Q: These are eight conformers of one molecule, a six-membered ring of alternating silicon and nitrogen atoms with a vinyl group on one silicon and a PH₂ group on another. The results of rows 1 and 6 are covered. How much of them can I work out from the other six rows?

Conformers of C=C[Si@@H]1N[SiH2]N[Si@H](P)N1 without solvent: PBE0-D3(BJ)/6-31G(d) energies (PySCF 2.14.0) at GFN2-xTB geometries (tblite 0.8.0). The torsions are C1-C2-Si3-N4 and N6-Si7-P8-H8, where H8 is a hydrogen on P8. Free energies and Boltzmann weights are for 298.15 K and combine the DFT energies with GFN2-xTB free-energy terms.

```
number  torsions in degrees  ring shapes  GFN2-xTB energy above its lowest (kcal/mol)  DFT energy above the lowest (kcal/mol)  free energy above the lowest (kcal/mol)  weight (%)  dipole (D)
     1             (94,167)         boat                                            ?                                       ?                                        ?           ?           ?
     2           (-113,167)   boat/twist                                        0.000                                   0.450                                    0.230       30.40       0.940
     3              (6,166)   boat/twist                                        0.160                                   0.410                                    0.390       23.30       1.000
     4           (-113,169)   half-chair                                        0.160                                   2.730                                    2.390        0.80       1.080
     5             (70,169)   half-chair                                        0.700                                   4.090                                    3.700        0.10       1.210
     6            (-19,167)    distorted                                            ?                                       ?                                        ?           ?           ?
     7            (153,167)    distorted                                        0.400                                   3.960                                    4.150        0.00       1.140
     8           (-171,167)    distorted                                        0.420                                   4.290                                    4.220        0.00       1.100
```

A: Begin with the scale on which energy differences matter. At room temperature the thermal energy RT is about 0.6 kcal/mol, and every 1.4 kcal/mol costs a factor of ten in population. A gap of 0.4 therefore leaves two conformers populated within a factor of two, while a gap of 4 leaves the upper one with about a thousandth of the lower. Look for gaps of the second kind in the DFT column.

Q: Rows 2 and 3 lie near 0.4 kcal/mol, and the other four lie between 2.7 and 4.3. But both the vinyl group and the ring change from row to row. Which of them makes the difference?

A: Look for pairs in which only one of them changes much. Rows 2 and 3 have the same type of ring, with the vinyl group turned by about 120°, and their DFT energies differ by 0.04 kcal/mol, which is noise. Rows 2 and 4 have the same vinyl torsion, −113°, but the ring goes from boat/twist to half-chair, and the DFT energy rises by 2.28. In these pairs the large cost goes with the ring. The three remaining rows agree, since none of them has a boat-type ring and all of them lie high.

Q: That surprises me. In cyclohexane the boat is the unfavourable shape.

A: Cyclohexane is a good guide to one point only: the shape of a ring can decide the population. Its twist-boat lies roughly 5 to 6 kcal/mol above the chair and is therefore rare. Which shape wins doesn't carry over. Cyclohexane has six tetrahedral carbons, and the chair staggers all their bonds, whereas three of the ring atoms here are nitrogens, each between two silicons.

Such a nitrogen prefers to be nearly planar. Its lone pair mixes with antibonding orbitals on the neighbouring silicons, and the positively charged silicons repel each other and open the angle between them. That is why ammonia is a pyramid, while trisilylamine is planar at nitrogen. A ring with three flat nitrogens should be shallow, and it should pucker at little cost as long as the nitrogens stay flat.

Q: So the half-chair and distorted rings would bend the nitrogens out of their planes?

A: That is my guess, and it is untested. You could test it by adding up the three bond angles at each nitrogen: the sum is 360° for a planar atom and smaller for a pyramid. If the guess is right, the sums should be smaller in rows 4, 5, 7 and 8 than in rows 2 and 3. The forecast doesn't depend on it, because it needs only the observed link between ring shape and energy.

Q: GFN2-xTB hardly sees that link. It puts all six known rows within 0.7 kcal/mol.

A: The disagreement matters. Between rows 2 and 4, GFN2-xTB finds 0.16 kcal/mol where DFT finds 2.28. Taken alone, the first gap would leave row 4 with about 76% of the population of row 2; the second leaves it with about 2%. The table shows that the methods differ, but not which is nearer the truth.

There is also a question of geometry. The DFT energies were computed at structures optimised with GFN2-xTB, so part of the penalty, or even all of it, may be strain that DFT would relax away. Reoptimising the conformers with DFT would settle this. What we forecast is the result of this calculation, at these structures.

Q: How do I turn the ring argument into a number?

A: Use the simplest model, with one DFT energy for boat-type rings and another for all the rest. A least-squares fit to the six known rows then gives the two averages:

boat-type: (0.45 + 0.41)/2 = 0.43 kcal/mol

other rings: (2.73 + 4.09 + 3.96 + 4.29)/4 = 3.77 kcal/mol

Row 6 has a distorted ring, so its forecast is 3.8 kcal/mol. Among the known rows of that family, row 4 lies farthest from the average, by about 1.0, and I take that as the error bar. For row 1, a boat, the model gives 0.4.

Q: Row 4 lies well below the other three in its family. Couldn't the vinyl group explain that? A group turning on a tetrahedral silicon should feel a threefold barrier.

A: It's a reasonable idea. Call the vinyl torsion φ, the first angle in the torsion column, and add a term proportional to (1 − cos 3φ)/2. This is zero at 0° and ±120°, where the C=C bond eclipses a bond of the silicon, and largest halfway between. Fitted to the same six rows, the term brings the typical error down from 0.5 to about 0.1 kcal/mol. It then predicts 1.0 for row 1 and 3.1 for row 6.

Q: Then why not use it?

A: Because of the zero. The DFT column counts from the lowest conformer, and no known row stands at zero, so row 1 or row 6 must. The vinyl model puts both well above zero, and so contradicts the way the column is defined. Both models place row 1 far below row 6, so row 1 is the clear candidate for the zero. The ring model then misses it by 0.4, which is within its typical error. The vinyl model misses it by 1.0, far more than its typical error.

Q: Isn't that reading the table rather than doing physics?

A: Partly, and the two should be kept apart. The definition of the column tells us that a covered row is lowest, and the observed link between ring shape and energy suggests which one. The weights can be read in the same way. A conformer at zero free energy must outweigh row 2, at 0.23 kcal/mol, by the Boltzmann factor:

30.4% × exp(0.23/RT) ≈ 45%

The known weights leave 100 − 54.6 = 45.4% for the two covered rows together. One of them therefore holds practically all of it, and the other is a trace.

Q: And the free energy of row 6?

A: The known rows are listed in order of rising free energy. If that holds throughout, row 6 lies between its neighbours at 3.70 and 4.15 kcal/mol. This too comes from the layout, not from chemistry. The same order puts row 1 first, so the layout alone would also have named it as the row of lowest free energy. For the GFN2-xTB energy I carry over the average of each ring family, with generous ranges because the families are small.

| Quantity | Row 1 | Row 6 |
|---|---|---|
| DFT energy (kcal/mol) | 0.0; ring model alone 0.4 | 3.8 (2.8 to 4.8) |
| Free energy (kcal/mol) | 0.0 | 3.9 (3.7 to 4.15) |
| Weight (%) | 45 (44 to 46) | at most 0.1 |
| GFN2-xTB energy (kcal/mol) | 0.1 (0 to 0.7) | 0.4 (0 to 0.8) |

The zeros for row 1 have no range because they are a choice between two rows. If the choice is wrong, they fail altogether.

Q: Then let's uncover the two rows.

The withheld rows as computed:

```
number  torsions in degrees  ring shapes  GFN2-xTB energy above its lowest (kcal/mol)  DFT energy above the lowest (kcal/mol)  free energy above the lowest (kcal/mol)  weight (%)  dipole (D)
     1             (94,167)         boat                                        0.170                                   0.000                                    0.000       45.20       0.860
     6            (-19,167)    distorted                                        0.430                                   3.770                                    3.860        0.10       1.210
```

Q: Row 1 is the lowest, as you said. Does that count as a success?

A: The choice of row was right. Ring shape pointed to it, but so did the order of the listing, so this isn't a clean test of the ring argument. The value of zero then followed from the definition of the column. The ring model alone missed by 0.4 kcal/mol, because a family average can't say which boat is lowest. With this small basis set, a gap of that size doesn't rank the three boats securely either.

The weight of 45.2% agrees with the forecast, as it should once the right row has been chosen. The GFN2-xTB energy came out 0.09 kcal/mol above the family average, well inside its range.

Q: For row 6 the DFT forecast is almost exact.

A: The sign and size of the penalty are a success, but the closeness is luck. The members of that family scatter by up to 1 kcal/mol around their average, and this one happened to fall on it. The free energy, 3.86 kcal/mol, lies between its neighbours as the listing suggested, and the weight is a trace. The GFN2-xTB energy agrees to within a few hundredths of a kcal/mol.

Q: And the vinyl model, which fitted the known rows so well?

A: It missed row 1 by 1.0 kcal/mol and row 6 by 0.6, so on both rows it did worse than the simpler model. The reason lies in the six rows used for the fit. In both known boats the vinyl term is nearly zero, so its strength was set by the contrast between row 4 and the three other high rows. Those rows differ in the details of their rings as well, and the fit had no means of telling the two effects apart.

Row 1 provides the test that the known boats could not. Its vinyl torsion is 94°, which is 26° from the nearest eclipsed position, and yet it is the lowest conformer of all. A vinyl barrier may still exist, but this fit doesn't measure it.

Q: So can I say that the molecule is practically always a boat?

A: Within this set, yes: the three boat-type conformers together hold 98.9% of the weight. Their shares are less certain than their sum. Row 2 outweighs row 3 although its DFT energy is slightly higher, because the vibrational and other thermal terms favour it by 0.2 kcal/mol. Terms of that size reorder the boats, but they don't bridge the gap of more than 2 kcal/mol to the other rings. That gap is itself a DFT result at GFN2-xTB geometries. Reoptimisation with DFT could shrink it and lower the boats' share, or it could turn some of the other rings into boats.

Further cautions apply to the weights. At least one conformer keeps an imaginary mode, so it may not be a true minimum, and its thermal terms are unreliable. And the PH₂ torsion stays between 166° and 169° in all eight rows, so the set says almost nothing about turning that group. A starting rotamer was also lost during the GFN2-xTB optimisation, so the set may be incomplete. If other orientations are stable and low in energy, they will take a share of the population, and the percentages will change.
